**Q:** I removed one electron from each of 4f, 5p and 5s along the iridium ions, with spin-polarised, scalar-relativistic PBEsol. All three energies rise with charge, but at different rates and not smoothly. Why?

Spherical Kohn-Sham ions of iridium, from the radks radial solver with Libxc: spin-polarised, scalar-relativistic PBEsol, nuclear rms radius 5.4032 fm. Each removal energy is the difference in total energy when one electron is taken from the named sub-shell with full relaxation; parallel spins are filled first.

| species | Z | charge (e) | electrons | configuration | removal energy (4f) (eV) | removal energy (5p) (eV) | removal energy (5s) (eV) | leaves first |
| --- | --- | --- | --- | --- | --- | --- | --- | --- |
| Ir2+ | 77 | 2 | 75 | [Xe] 4f14 (5d up)5 (5d down)2 | 91.837 | 78.659 | 122.70 | 5d |
| Ir3+ | 77 | 3 | 74 | [Xe] 4f14 (5d up)5 (5d down)1 | 106.67 | 92.342 | 136.84 | 5d |
| Ir4+ | 77 | 4 | 73 | [Xe] 4f14 (5d up)5 | 122.77 | 106.94 | 152.00 | 5d |
| Ir5+ | 77 | 5 | 72 | [Xe] 4f14 (5d up)4 | 140.34 | 123.56 | 169.05 | 5d |
| Ir6+ | 77 | 6 | 71 | [Xe] 4f14 (5d up)3 | 158.92 | 141.01 | 186.96 | 5d |
| Ir7+ | 77 | 7 | 70 | [Xe] 4f14 (5d up)2 | 178.41 | 159.19 | 205.66 | 5d |
| Ir8+ | 77 | 8 | 69 | [Xe] 4f14 (5d up)1 | 198.76 | 178.06 | 225.09 | 5d |
| Ir9+ | 77 | 9 | 68 | [Xe] 4f14 | 219.93 | 197.55 | 245.18 | 5p |
| Ir10+ | 77 | 10 | 67 | [Kr] 4d10 4f14 5s2 (5p up)3 (5p down)2 | 244.19 | 217.91 | 266.53 | 5p |
| Ir11+ | 77 | 11 | 66 | [Kr] 4d10 4f14 5s2 (5p up)3 (5p down)1 | 268.99 | 238.37 | 288.05 | 5p |

**A:** Read the columns first. A removal energy I_b is the total energy of the relaxed ion with a hole in sub-shell b minus that of the parent ion. The order is 5p < 4f < 5s in every row. From Ir2+ to Ir8+ a 5d electron is cheaper still, so these are inner-hole energies, not ionisation energies. "Leaves first" changes to 5p at Ir9+ because 5d is empty; nothing crosses. These are free high-spin ions, so d5 Ir4+ has five parallel spins, unlike the low-spin ion usual in octahedral compounds.

**Q:** What sets the rise per unit of charge?

**A:** Let a be the electron lost between neighbouring rows. The step in I_b is E(both holes) − E(hole a) − E(hole b) + E(no hole), an exact measure of how a and b interact. With frozen orbitals and exact exchange, which PBEsol only approximates, it equals J − K: J is the Coulomb repulsion of the two charge clouds, and K their exchange, present only for parallel spins.

For J, picture concentric charged spherical shells. A test charge inside a shell of radius R feels e²/(4πε₀R) wherever it sits; outside, at distance r, it feels the smaller e²/(4πε₀r). Removing the shell therefore deepens the well most for whatever lies inside it. The compact 4f lies within 5d, whereas 5s and more so 5p overlap it, which argues for steps in the order 4f > 5s > 5p. The numbers have this order at every step, for example 14.83, 14.14 and 13.68 eV from Ir2+ to Ir3+. In this picture the steps grow because the ion, 5d shell included, contracts as screening is stripped; no radii are at hand to show it, but the distance that reproduces the 4f step falls from 0.97 to 0.68 Å over the 5d losses. The picture has limits. Orbitals are diffuse, all of them relax, and shells know no spin, so that distance is not an orbital radius, and the nesting itself is argued from standard atomic structure.

**Q:** The 5p steps run 13.68, 14.60, 16.62, 17.45 eV. What happens at Ir4+ → Ir5+?

**A:** The configurations show the lost 5d electron changing from spin-down to spin-up there. By the filling rule of the calculation, the hole in a full sub-shell is spin-down. Losing a down 5d electron costs the probe a repulsion J but also an exchange partner, giving J − K; losing an up electron gives J alone. The step should jump upward by about K at the half-filled shell, and the table shows an extra rise just there.

You can estimate K for 5p by hand. The Ir4+ → Ir5+ step is 123.56 − 106.94 = 16.62 eV, the one before it 106.94 − 92.34 = 14.60 eV, a change of 2.02 eV. The neighbouring changes, 0.92 and 0.83 eV, involve no change in the spin of the lost electron. So K ≈ 2.02 − (0.92 + 0.83)/2 ≈ 1.15 eV. The same recipe gives 0.95 eV for 5s and 0.33 eV for 4f. Exchange needs overlap, and 5p and 5s share space with 5d far more than 4f does, so the ranking fits. Position, sign and ranking agree with exchange, but the cause has not been isolated by switching spin off.

**Q:** Could ordinary curvature mimic this?

**A:** For each sub-shell I fitted the seven 5d-loss steps, which include the rows just used, by a smooth function of charge with or without the term −K for spin-down losses; the printed output below has the residuals. At three parameters each, a line with K beats a parabola without it for 5p (rms 0.07 against 0.21 eV) and for 5s, but loses for 4f (0.11 against 0.07 eV). K trades against curvature, between about 1.2 and 1.4 eV for 5p and between 0.35 and 0.76 eV for 4f. Up and down 5d orbitals may also differ in radius, which changes J. That would enter all three kinks and weigh most in the small 4f one, so these K values need not be pure exchange; that is a guess. Screened hydrogenic scaling, √I linear in charge from Ir2+ to Ir9+, matches those energies within about 0.6 % of their values yet is blind to which electron left, and overshoots 5p at Ir11+ by 4.2 eV.

**Q:** And the jump at Ir9+ → Ir10+, which mostly affects 4f?

**A:** The lost electron is now 5p, a smaller shell than 5d. I left those two steps out of the fit for that reason. Against the parabola with K, continued, the first is higher by 2.4 eV for 4f, 0.7 eV for 5s and 0.3 eV for 5p. The 4f is still largely inside the removed shell and collects the larger 1/R. The 5s and 5p electrons sit at about its radius, and they also lose a strongly overlapping partner of the same spin. The 4f loses a same-spin partner too, presumably with less overlap, and the 5p step is an interaction within one sub-shell, where self-interaction error enters. How the small net gain divides between larger J and larger K is untested. The result is that the 4f–5p gap, having crept from 13.2 to 22.4 eV over seven steps, reaches 30.6 eV in two more, while the 5s–4f gap closes from 25.3 to 19.1 eV.

**Q:** What would I expect for osmium?

**A:** With pure 5dⁿ configurations, the same pattern one charge earlier: the kink at Os3+ → Os4+, strongest in 5p, and the 4f jump at Os8+ → Os9+.

**Q:** Can I compare the 5p column with a spectrum?

**A:** No. Spin-orbit coupling is absent, and the 5p₁/₂–5p₃/₂ splitting in iridium is roughly 15 eV, a recalled size; about two thirds of it deepens 5p₁/₂, which nearly closes the 4f–5p gap at Ir2+. The order of 4f and 5p₁/₂ at low charge is therefore open, and the spin-labelled 5p filling of Ir10+ and Ir11+ is a construct of the method. Spherical open shells give no multiplets, so K is an averaged quantity. Self-interaction error also differs between compact 4f and more diffuse 5p, so the size of the gap holds for this functional only.

Printed output of the fit:

```
rounding: energy up to 0.005 eV, step 0.01 eV, change of step 0.02 eV
charge              2      3      4      5      6      7      8      9     10     11
net spin            3      4      5      4      3      2      1      0      1      2
4f - 5p (eV)    13.18  14.33  15.83  16.78  17.91  19.22  20.70  22.38  26.28  30.62
5s - 4f (eV)    30.86  30.17  29.23  28.71  28.04  27.25  26.33  25.25  22.34  19.06
total rise 2+ to 11+ (eV): 4f 177.15, 5s 165.35, 5p 159.71
steps (eV): ions, lost electron, 4f, 5s, 5p, 5s/4f, 5p/4f, e^2/step(4f) in Angstrom
 2+ to  3+ 5d down   14.83  14.14  13.68  0.953  0.922   0.97
 3+ to  4+ 5d down   16.10  15.16  14.60  0.942  0.907   0.89
 4+ to  5+ 5d up     17.57  17.05  16.62  0.970  0.946   0.82
 5+ to  6+ 5d up     18.58  17.91  17.45  0.964  0.939   0.78
 6+ to  7+ 5d up     19.49  18.70  18.18  0.959  0.933   0.74
 7+ to  8+ 5d up     20.35  19.43  18.87  0.955  0.927   0.71
 8+ to  9+ 5d up     21.17  20.09  19.49  0.949  0.921   0.68
 9+ to 10+ 5p down   24.26  21.35  20.36  0.880  0.839   0.59
10+ to 11+ 5p down   24.80  21.52  20.46  0.868  0.825   0.58
change of step (eV) at charge     3     4     5     6     7     8     9    10
  4f                           1.27  1.47  1.01  0.91  0.86  0.82  3.09  0.54
  5s                           1.02  1.89  0.86  0.79  0.73  0.66  1.26  0.17
  5p                           0.92  2.02  0.83  0.73  0.69  0.62  0.87  0.10
extra rise at 4+ over mean of neighbours (eV): 4f 0.33, 5s 0.95, 5p 1.15
fits to the seven 5d-loss steps, x = mid charge - 6; residuals table - model (eV)
4f line - K        slope 0.91 K 0.76      rms 0.106: -0.18  0.18 -0.03  0.06  0.06  0.00 -0.09
4f parabola, no K  slope 0.99 curv -0.065 rms 0.069:  0.01 -0.10  0.13  0.02 -0.06 -0.05  0.04
4f parabola - K    slope 0.94 K 0.35      rms 0.026: -0.03  0.03  0.03  0.00 -0.03 -0.03  0.03
5s line - K        slope 0.77 K 1.28      rms 0.082: -0.12  0.12 -0.04  0.05  0.06  0.02 -0.09
5s parabola, no K  slope 0.91 curv -0.092 rms 0.175:  0.11 -0.33  0.28  0.04 -0.08 -0.07  0.05
5s parabola - K    slope 0.80 K 0.95      rms 0.005: -0.01  0.01  0.01 -0.00 -0.01 -0.00  0.00
5p line - K        slope 0.73 K 1.44      rms 0.070: -0.09  0.09 -0.05  0.05  0.06  0.02 -0.08
5p parabola, no K  slope 0.88 curv -0.099 rms 0.214:  0.14 -0.42  0.32  0.07 -0.09 -0.08  0.05
5p parabola - K    slope 0.75 K 1.16      rms 0.007:  0.01 -0.01 -0.01  0.01 -0.00  0.00 -0.00
5p-loss steps (not fitted, other shell) minus the parabola - K curve (eV):
  4f  2.44  2.39; 5s  0.68  0.34; 5p  0.30 -0.10
screened hydrogenic, sqrt(I/Ry) linear in charge, fit 2+..9+; residuals (eV) 2+..11+
4f slope 0.204 (1/n 0.250) worst fitted 9+ -0.2%: -0.02 -0.17 -0.18  0.15  0.36  0.34  0.06 -0.54  0.82  1.59
5s slope 0.178 (1/n 0.200) worst fitted 4+ -0.5%:  0.74 -0.09 -0.77 -0.43 -0.09  0.16  0.28  0.20  0.51  0.12
5p slope 0.202 (1/n 0.200) worst fitted 9+ -0.4%: -0.04 -0.13 -0.41  0.22  0.57  0.54  0.10 -0.84 -2.01 -4.20
```
